How wrong is Hartree-Fock for an ionisation that breaks an electron pair? The table follows one linear molecule, B-N-Ga, from its neutral doublet to its triplet cation at fixed atoms. Its last column tells how far each level lies from the reference, UCCSDT(Q). A negative entry means a gap that is too low. The two Hartree-Fock rows at the top are still open, and the rows below them hold enough to estimate both.

Vertical ionisation energy of linear B-N-Ga from neutral doublet to triplet cation, computed with Ansatz 0.2.0 in the cc-pVDZ basis at the PBE0/def2-TZVP geometry. Differences are taken from UCCSDT(Q); R and U mark restricted and unrestricted orbitals. Correlated wavefunction levels freeze the atomic cores and Ga 3d, and relativity is left out.

```
    level  this level less the reference (UCCSDT(Q), same basis) (meV)
      RHF                                                            ?
      UHF                                                            ?
     RMP2                                                       -242.0
     UMP2                                                       -297.0
    RCCSD                                                        -14.0
    UCCSD                                                        -26.0
 RCCSD(T)                                                          8.0
 UCCSD(T)                                                         -6.0
  BCCD(T)                                                          8.0
   RCCSDT                                                          7.0
   UCCSDT                                                         -3.0
RCCSDT(Q)                                                          8.0
      PBE                                                        355.0
   r2SCAN                                                        258.0
     PBE0                                                        249.0
    B3LYP                                                        442.0
  wB97M-V                                                        331.0
   B2PLYP                                                        167.0
  RPA-PBE                                                         76.0
```

**What kind of ionisation this is**

The spins say what the electron leaves behind. In the simplest occupation, the neutral doublet has one unpaired electron and the triplet cation has two with parallel spins. The electron that leaves must then come from a doubly occupied orbital, and its former partner stays behind alone. The gap therefore contains the price of breaking a pair.

Two electrons in one orbital avoid each other, and this lowers the energy of the neutral. Hartree-Fock lets each electron feel only the average field of the other, so it leaves this lowering out. In the cation the pair no longer exists, and there is less to leave out. Hartree-Fock should thus place the neutral too high relative to the cation, which makes the gap too low.

Which pair is broken is a guess, but electron counting suggests one. Boron, nitrogen and gallium bring eleven valence electrons. If eight are assigned to nitrogen and its bonds, three remain for the two ends of the molecule: plausibly a 4s pair on gallium and a single electron on boron. The pair on gallium would then be the one that is broken. The PBE levels of the neutral support part of this. A triplet forms when a minority-spin electron leaves, and the highest such level is a σ level at -6.31 eV, above the π levels at -7.06 eV. How the σ electrons are shared between gallium and boron remains open.

**The MP2 rows**

MP2, second-order perturbation theory, is the simplest correction for correlation in the table. It leaves the gap too low by 242 meV with restricted orbitals (R) and by 297 meV with unrestricted ones (U). Unrestricted orbitals can mix in states of higher spin, but the restricted row, which starts from a state of pure spin, fails almost as badly. Spin mixing is therefore not the main cause.

Pair breaking offers a better reason. An s pair has empty p orbitals not far above it, and the two electrons avoid each other by mixing in configurations in which both have moved there. Second order counts each such configuration once and lets none of them act on the others. When the p orbitals lie low, this recovers only part of the correlation energy, so part of the Hartree-Fock error survives.

**The coupled-cluster rows**

CCSD treats these double excitations to all orders, and for an isolated pair of electrons it is exact within the basis. If the MP2 error comes mostly from one broken pair, CCSD should remove nearly all of it. It does: the errors shrink to -14 meV (restricted) and -26 meV (unrestricted). This fits the pair picture without proving it, since CCSD improves on MP2 for other reasons too.

Triple excitations, which involve three electrons at once, change the gap only a little. With restricted orbitals the perturbative estimate (T) lowers the neutral by 0.34 eV, but it lowers the cation almost as much, so the gap rises by only some 20 meV. Beyond that point the rows can't be ranked, because the two versions of CCSDT(Q) themselves differ by 8 meV. For an error of several hundred meV, the choice of reference is unimportant.

**The functionals and RPA**

The last seven rows all lie above the reference, by 76 to 442 meV. Part of this excess may belong to the reference. In a small basis coupled cluster recovers too little correlation, which usually makes an ionisation energy too low, while ordinary functionals depend less on the basis. B2PLYP and RPA-PBE also draw on empty orbitals for their correlation and share some of this weakness. No larger basis tests this here.

One pair of these rows gives a rough hint about Hartree-Fock. PBE0 replaces a quarter of the PBE exchange by exact exchange, and the gap falls by 106 meV. Four such steps would lead from PBE at 355 meV to $355-4\times106=-69$ meV, which stands for full exact exchange with PBE correlation still in place. Taking away that correlation as well should lower the gap further, so this crude line also points to a Hartree-Fock gap below the reference.

**Back to the top: the estimate**

Let $C$ be the part of the gap that is due to correlation, and $f$ the share of it that MP2 recovers. Hartree-Fock recovers none of it, so the two errors are

$$
\Delta_{\mathrm{HF}}=-C,\qquad \Delta_{\mathrm{MP2}}=-(1-f)\,C ,
$$

and therefore

$$
\Delta_{\mathrm{HF}}=\frac{\Delta_{\mathrm{MP2}}}{1-f}.
$$

The limits show what the formula can do. If $f$ were zero, MP2 would be no better than Hartree-Fock and the two errors would be equal. If $f$ came close to one, the MP2 error would almost vanish and would say nothing about the Hartree-Fock error. The estimate is useful only between these ends, and it grows less certain as MP2 gets better.

For an s pair with low-lying p orbitals, $f$ is roughly 0.7, a recalled value that is not fitted to any row. Using it here assumes that the broken pair supplies most of $C$. The mean of the two MP2 errors is -269.5 meV, and division by 0.3 gives about -900 meV. Letting $f$ run from 0.5 to 0.8 moves the result from -0.54 to -1.35 eV. This range is a judgement and not a statistical interval, and it doesn't cover a Hartree-Fock solution that has settled in a different state.

The forecasts are these:

- RHF and UHF both give a gap that is too low by about 0.9 eV, with a range of 0.54 to 1.35 eV.
- UHF lies within 0.2 eV of RHF, and more likely below it. Unrestricted orbitals let unpaired electrons polarise the paired ones, and the triplet has more unpaired electrons to do so. This is only a weak lean.

The withheld rows as computed:

```
level  this level less the reference (UCCSDT(Q), same basis) (meV)
  RHF                                                       -965.0
  UHF                                                       -955.0
```

**Hits and misses**

Both sizes fall well inside the range. RHF is too low by 965 meV and UHF by 955 meV, so the forecast fell short by about 70 and 60 meV. If all rows describe the same two states, which no printed occupations confirm, correlation supplies nearly 1 eV of a gap of about 9 eV. The runs leave out relativity for gallium, which should affect the gap itself more than the differences between rows. The printed output after this text sets the formula, with its recalled share, against both rows.

The agreement is closer than the model deserves. Judged by the computed errors, MP2 removes 75 per cent of the restricted Hartree-Fock error and 69 per cent of the unrestricted one, so the recalled 70 per cent was a fortunate choice. A share of 0.5 would have been just as admissible and would have missed by some 400 meV. What the result supports is the sign and the rough size of the error; it does not show which orbital lost the electron.

The second forecast is half right. The two rows do lie within 0.2 eV of each other, but UHF is above RHF by 10 meV and not below it. Unrestricted orbitals lower the energy of both states, and the gap changes only by the difference between the two lowerings. The neutral is lowered by about 0.12 eV and the cation by about 0.11 eV, so the two nearly cancel, and counting unpaired electrons was too simple a guide.

The two MP2 rows would have misled anyone who scaled them separately. They differ by 55 meV, and division by 0.3 would have turned this into a split of more than 180 meV between RHF and UHF. The real split is only 10 meV, and it has the opposite sign. The gap between the MP2 rows thus arises in the second-order step itself, and with CCSD it shrinks to 12 meV.

**A neighbouring ionisation**

The same molecule could instead lose its single unpaired electron and become a closed-shell singlet cation. No doubly occupied orbital would then be opened. The departing electron would still have avoided all the others, so some correlation energy would be lost, but the large share that belongs to two electrons in one orbital would stay in place. Hartree-Fock may therefore err less there, though no row tests this. The expectation could fail if the emptied orbital lies close to the remaining pair, because one determinant then describes the cation poorly. For a similar case, the first question is therefore whether the spins of the two states require a pair to be broken.

Boron gallium nitride is of interest as a wide-gap layer in electronic devices. The ionisation of a free three-atom molecule gives no band edge of such a layer. What the series shows is how much of an ionisation energy can hang on electron correlation; that most of it belongs to a single broken pair is argued and not shown.

Output of the analysis:

```
Mean error of the two MP2 rows (meV): -269.5
Forecast error for RHF and for UHF (meV): -898.3
Forecast range, end nearest zero (meV): -539
Forecast range, end farthest from zero (meV): -1348
PBE to PBE0 change of the gap (meV): -106
Crude extension to full exact exchange with PBE correlation (meV): -69
RHF computed error (meV): -965
RHF forecast less computed (meV): 66.67
UHF computed error (meV): -955
UHF forecast less computed (meV): 56.67
UHF less RHF (meV): 10
UMP2 less RMP2 (meV): -55
UCCSD less RCCSD (meV): -12
RMP2 less RHF (meV): 723
UMP2 less UHF (meV): 658
Share of the RHF error removed by RMP2: 0.7492
Share of the UHF error removed by UMP2: 0.689
RCCSD less RMP2 (meV): 228
UCCSD less UMP2 (meV): 271
Effect of (T) on RCCSD (meV): 22
Effect of (T) on UCCSD (meV): 20
Smallest error among functionals and RPA-PBE (meV): 76
Largest error among functionals and RPA-PBE (meV): 442
```
